**Shell-size model and one-oscillator bounds for the dipole response of 4d M3+ ions**

The table holds the static polarisability, like-pair C6, Cauchy moment S(−4) and London frequency of six triply charged 4d ions from unrestricted coupled PBE0 response (PySCF, def2-QZVPPD, 28-electron scalar-relativistic core potential). The program fits the polarisability with a two-term N·r⁴ model built from the 4p and 4d radii of the same runs, compares it with a hole-weighted form and with a power of Slater's effective charge, and evaluates one-pole bounds and Slater-Kirkwood counts for C6. Both two-term forms fit within 0.7 % but give very different 4d shares, while hydrogenic scaling fails (fitted exponent −0.71 instead of −4). The one-pole bounds lie 19–27 % below and 26–31 % above C6, and their geometric mean is within 2.4 %. The output also splits the 0.8 % rise of C6 from Nb3+ to Mo3+, gives the weight of the lowest poles in S(−4), and prints the 5–11 % deficit of the oscillator-strength sum.

Triply charged 4d ions in their ground configurations, computed with PySCF 2.14.0: coupled PBE0 response of one real unrestricted determinant at highest spin, def2-QZVPPD basis, scalar-relativistic core potential for 28 electrons, which the electron column includes. The polarisability is the static mean over directions; C6 is for two like ions, S(-4) is a Cauchy moment.

## The fit in Python

```python
# Table: 4d-row M3+ ions, PySCF, unrestricted PBE0 coupled response, def2-QZVPPD, 28-electron scalar-relativistic ECP:
# alpha, C6, S(-4), w. Tested: shell N*r^4 model of alpha (two rivals), one-pole bounds on C6, Slater-Kirkwood count.
T = {
    'species': ['Nb3+', 'Mo3+', 'Ru3+', 'Pd3+', 'Ag3+', 'Cd3+'],
    'Z': [41, 42, 44, 46, 47, 48],
    'N': [38, 39, 41, 43, 44, 45],
    'config': ['[Kr] 4d2', '[Kr] 4d3', '[Kr] 4d5', '[Kr] 4d7', '[Kr] 4d8', '[Kr] 4d9'],
    'alpha': [5.888, 5.727, 4.954, 4.289, 3.957, 3.671],  # bohr^3
    'aniso': [1.0, 1.0, 1.0, 1.0, 1.0, 1.06],
    'c6': [25.28, 25.49, 22.57, 19.31, 17.64, 16.16],  # hartree bohr^6
    's4': [11.7, 9.26, 5.2, 3.4, 2.7, 2.19],  # a.u.
    'w': [0.972, 1.04, 1.23, 1.4, 1.5, 1.6],  # hartree
}
import numpy as np
sp = T['species']; Z = np.array(T['Z'], float); N = np.array(T['N'], float)
a, c6, s4 = (np.array(T[k], float) for k in ('alpha', 'c6', 's4'))
n = N - 36; Nx = N - 28          # 4d electrons; explicit electrons
# further outputs of the same runs (typed): rms radii 4p, 4d (bohr), S(0), summed <r^2>
rp = np.array([1.367391, 1.302255, 1.189514, 1.100788, 1.061159, 1.023325])
rd = np.array([1.854398, 1.74197, 1.554712, 1.413498, 1.353563, 1.299623])
s0 = np.array([9.489065, 10.39435, 12.02641, 13.49706, 14.21123, 15.11756])
r2 = np.array([21.10821, 22.03313, 22.91014, 23.27165, 23.29159, 23.24212])
w = 4*c6/(3*a**2); wl = np.sqrt(a/s4); wu = np.sqrt(s0/a); ne = a*w**2
lo = 0.75*a**2*wl; up = 0.75*a**2*wu; gm = np.sqrt(lo*up)
pc = lambda x, y: 100*(x/y - 1)
f = lambda v, d=1: ' '.join('%+.*f' % (d, x) for x in v)
print('Nb->Cd change %%: alpha %+.1f alpha^2 %+.1f C6 %+.1f S(-4) %+.1f w %+.1f r4d %+.1f r4p %+.1f sum r^2 %+.1f' % tuple(pc(x[-1], x[0]) for x in (a, a**2, c6, s4, w, rd, rp, r2)))
print('Nb/Cd ratio: alpha %.2f C6 %.2f S(-4) %.2f r4d %.2f r4d^4 %.2f' % tuple(x[0]/x[-1] for x in (a, c6, s4, rd, rd**4)))
ex = [np.polyfit(np.log(rd), np.log(x), 1)[0] for x in (a, c6, s4, w)]
print('exponent vs r4d: alpha %.2f C6 %.2f S(-4) %.2f w %.2f' % tuple(ex))
print('rounding floor %%: alpha <=%.3f C6 <=%.3f S(-4) <=0.43; C6 difference +-0.01' % (0.05/a.min(), 0.5/c6.min()))
print('step: dalpha/dZ (bohr^3), then % change of alpha^2, w, C6, n*r4d^4')
for i in range(5):
    print(' %s->%s %+.3f ' % (sp[i], sp[i+1], (a[i+1]-a[i])/(Z[i+1]-Z[i])) + f([pc(x[i+1], x[i]) for x in (a**2, w, c6, n*rd**4)]))
print('C6(Mo)-C6(Nb) = %+.2f hartree bohr^6' % (c6[1]-c6[0]))
print('6*r4p^4 (bohr^4):', f(6*rp**4), '| n*r4d^4:', f(n*rd**4))
fit = lambda X, y: np.linalg.lstsq(X/y[:, None], np.ones(len(y)), rcond=None)[0]
for nm, P in (('A full 4p', 6*rp**4), ('B 4p x d holes/10', 6*rp**4*(10-n)/10)):
    X = np.c_[P, n*rd**4]; c = fit(X, a); e = pc(X@c, a)
    loo = [pc(X[i]@fit(np.delete(X, i, 0), np.delete(a, i)), a[i]) for i in range(6)]
    print('%s: a=%.3f b=%.3f (bare 4/9) err %%: %s worst %s' % (nm, c[0], c[1], f(e), sp[np.argmax(abs(e))]))
    print('   leave-one-out err %:', f(loo), '| 4d share %:', f(100*c[1]*X[:, 1]/(X@c), 0))
ze = Z - 36 - 0.35*(n - 1); p = np.polyfit(np.log(ze), np.log(a), 1); e = pc(np.exp(np.polyval(p, np.log(ze))), a)
print('C Slater Zeff %.2f..%.2f: exponent %.2f (hydrogenic -4) err %%: %s' % (ze[0], ze[-1], p[0], f(e)))
print('   r4d vs Zeff exponent %.2f (hydrogenic -1); Zeff^-4 gives Nb/Cd %.1f' % (np.polyfit(np.log(ze), np.log(rd), 1)[0], (ze[-1]/ze[0])**4))
print('ion: w_low w w_up (hartree) | err % of C6: lower, upper, geometric mean | Neff Neff/S(0) alpha*w')
for i in range(6):
    print(' %s %.3f %.3f %.3f | %+.1f %+.1f %+.1f | %.2f %.3f %.2f' % (sp[i], wl[i], w[i], wu[i], pc(lo, c6)[i], pc(up, c6)[i], pc(gm, c6)[i], ne[i], ne[i]/s0[i], a[i]*w[i]))
q = np.polyfit(n, ne, 1)
print('Neff = %.2f + %.3f n, residuals:' % (q[1], q[0]), f(ne - np.polyval(q, n), 2))
print('Slater-Kirkwood err %, N=n:', f(pc(0.75*np.sqrt(n)*a**1.5, c6), 0), '| N=explicit:', f(pc(0.75*np.sqrt(Nx)*a**1.5, c6), 0))
# further outputs (typed): alpha(iu), lowest pseudo-pole triples (omega, f), smallest same-spin 4d->p gaps
u = np.array([0.2, 0.5, 1, 2, 5])
X = {1: ([5.396341, 4.352602, 2.930365, 1.464762, 0.35817], [(0.50123, 0.13939)], 1.316119-0.72908),
     4: ([3.853876, 3.429741, 2.611081, 1.509876, 0.43941], [(0.76894, 0.073519), (0.81614, 0.17335)], 1.663541-0.80602)}
for i, (ai, po, g) in X.items():
    S = [3*sum(x*o**k for o, x in po) for k in (0, -2, -4)]
    print('%s London pole vs alpha(iu) err %% at u=0.2,0.5,1,2,5: %s' % (sp[i], f(pc(a[i]/(1+(u/w[i])**2), np.array(ai)))))
    print('   low poles: f %.2f, of alpha %.2f, of S(-4) %.2f; share %% S(0) %.0f alpha %.0f S(-4) %.0f; gap %.3f hartree' % (S[0], S[1], S[2], 100*S[0]/s0[i], 100*S[1]/a[i], 100*S[2]/s4[i], g))
print('Ag/Mo ratio: gap %.2f w %.2f w_low %.2f w_up %.2f' % (X[4][2]/X[1][2], w[4]/w[1], wl[4]/wl[1], wu[4]/wu[1]))
print('S(0) deficit, electrons:', f(Nx - s0, 2), '| %:', f(100*(1 - s0/Nx)))
for om in (3.0, 10.0):           # assumed position of missing strength: order of magnitude only
    da = (Nx - s0)/om**2; dc = 3*a*da*w*om/(w + om)
    print('if deficit sat at %.0f hartree, %%: alpha %s | C6 %s | S(-4) max %.2f' % (om, f(100*da/a), f(100*dc/c6), (100*da/om**2/s4).max()))
print('Cd components (same run) 3.598, 3.598, 3.816 bohr^3: vs mean %+.1f %% and %+.1f %%' % (pc(3.598025, a[-1]), pc(3.815764, a[-1])))
assert np.all(np.diff(a) < 0) and np.all(np.diff(s4) < 0) and np.all(np.diff(w) > 0)
assert np.all(lo < c6) and np.all(c6 < up)
assert c6[1] > c6[0] and np.all(np.diff(c6[1:]) < 0)
assert ex[2] > ex[0] > 0 and -4 < p[0] < 0
```

It prints:

```
Nb->Cd change %: alpha -37.7 alpha^2 -61.1 C6 -36.1 S(-4) -81.3 w +64.4 r4d -29.9 r4p -25.2 sum r^2 +10.1
Nb/Cd ratio: alpha 1.60 C6 1.56 S(-4) 5.34 r4d 1.43 r4d^4 4.15
exponent vs r4d: alpha 1.36 C6 1.30 S(-4) 4.75 w -1.42
rounding floor %: alpha <=0.014 C6 <=0.031 S(-4) <=0.43; C6 difference +-0.01
step: dalpha/dZ (bohr^3), then % change of alpha^2, w, C6, n*r4d^4
 Nb3+->Mo3+ -0.161 -5.4 +6.6 +0.8 +16.8
 Mo3+->Ru3+ -0.387 -25.2 +18.3 -11.5 +5.8
 Ru3+->Pd3+ -0.333 -25.0 +14.1 -14.4 -4.3
 Pd3+->Ag3+ -0.332 -14.9 +7.3 -8.6 -3.9
 Ag3+->Cd3+ -0.286 -13.9 +6.4 -8.4 -4.4
C6(Mo)-C6(Nb) = +0.21 hartree bohr^6
6*r4p^4 (bohr^4): +21.0 +17.3 +12.0 +8.8 +7.6 +6.6 | n*r4d^4: +23.7 +27.6 +29.2 +27.9 +26.9 +25.7
A full 4p: a=0.170 b=0.100 (bare 4/9) err %: +0.5 -0.7 -0.0 -0.2 +0.3 +0.1 worst Mo3+
   leave-one-out err %: +1.6 -1.1 -0.1 -0.2 +0.4 +0.2 | 4d share %: +40 +48 +59 +65 +67 +70
B 4p x d holes/10: a=0.156 b=0.139 (bare 4/9) err %: +0.0 -0.3 +0.6 -0.1 +0.1 -0.3 worst Ru3+
   leave-one-out err %: +0.0 -0.5 +0.7 -0.1 +0.1 -0.4 | 4d share %: +56 +67 +81 +90 +94 +97
C Slater Zeff 4.65..9.20: exponent -0.71 (hydrogenic -4) err %: +4.1 -2.4 -3.4 -1.8 +0.7 +3.1
   r4d vs Zeff exponent -0.52 (hydrogenic -1); Zeff^-4 gives Nb/Cd 15.3
ion: w_low w w_up (hartree) | err % of C6: lower, upper, geometric mean | Neff Neff/S(0) alpha*w
 Nb3+ 0.709 0.972 1.269 | -27.0 +30.6 -2.4 | 5.57 0.587 5.72
 Mo3+ 0.786 1.036 1.347 | -24.1 +30.0 -0.7 | 6.15 0.592 5.93
 Ru3+ 0.976 1.226 1.558 | -20.4 +27.1 +0.6 | 7.45 0.619 6.07
 Pd3+ 1.123 1.400 1.774 | -19.8 +26.7 +0.9 | 8.40 0.622 6.00
 Ag3+ 1.211 1.502 1.895 | -19.4 +26.2 +0.8 | 8.93 0.628 5.94
 Cd3+ 1.295 1.599 2.029 | -19.0 +26.9 +1.4 | 9.38 0.621 5.87
Neff = 4.54 + 0.548 n, residuals: -0.07 -0.04 +0.17 +0.03 +0.00 -0.09
Slater-Kirkwood err %, N=n: -40 -30 -18 -9 -5 -2 | N=explicit: +34 +34 +32 +34 +34 +35
Mo3+ London pole vs alpha(iu) err % at u=0.2,0.5,1,2,5: +2.3 +6.7 +1.2 -17.3 -34.2
   low poles: f 0.42, of alpha 1.66, of S(-4) 6.63; share % S(0) 4 alpha 29 S(-4) 72; gap 0.587 hartree
Ag3+ London pole vs alpha(iu) err % at u=0.2,0.5,1,2,5: +0.9 +3.9 +5.0 -5.5 -25.5
   low poles: f 0.74, of alpha 1.15, of S(-4) 1.80; share % S(0) 5 alpha 29 S(-4) 67; gap 0.858 hartree
Ag/Mo ratio: gap 1.46 w 1.45 w_low 1.54 w_up 1.41
S(0) deficit, electrons: +0.51 +0.61 +0.97 +1.50 +1.79 +1.88 | %: +5.1 +5.5 +7.5 +10.0 +11.2 +11.1
if deficit sat at 3 hartree, %: alpha +1.0 +1.2 +2.2 +3.9 +5.0 +5.7 | C6 +2.9 +3.5 +6.2 +10.6 +13.4 +14.9 | S(-4) max 1.06
if deficit sat at 10 hartree, %: alpha +0.1 +0.1 +0.2 +0.4 +0.5 +0.5 | C6 +0.3 +0.4 +0.7 +1.2 +1.6 +1.8 | S(-4) max 0.01
Cd components (same run) 3.598, 3.598, 3.816 bohr^3: vs mean -2.0 % and +3.9 %
```
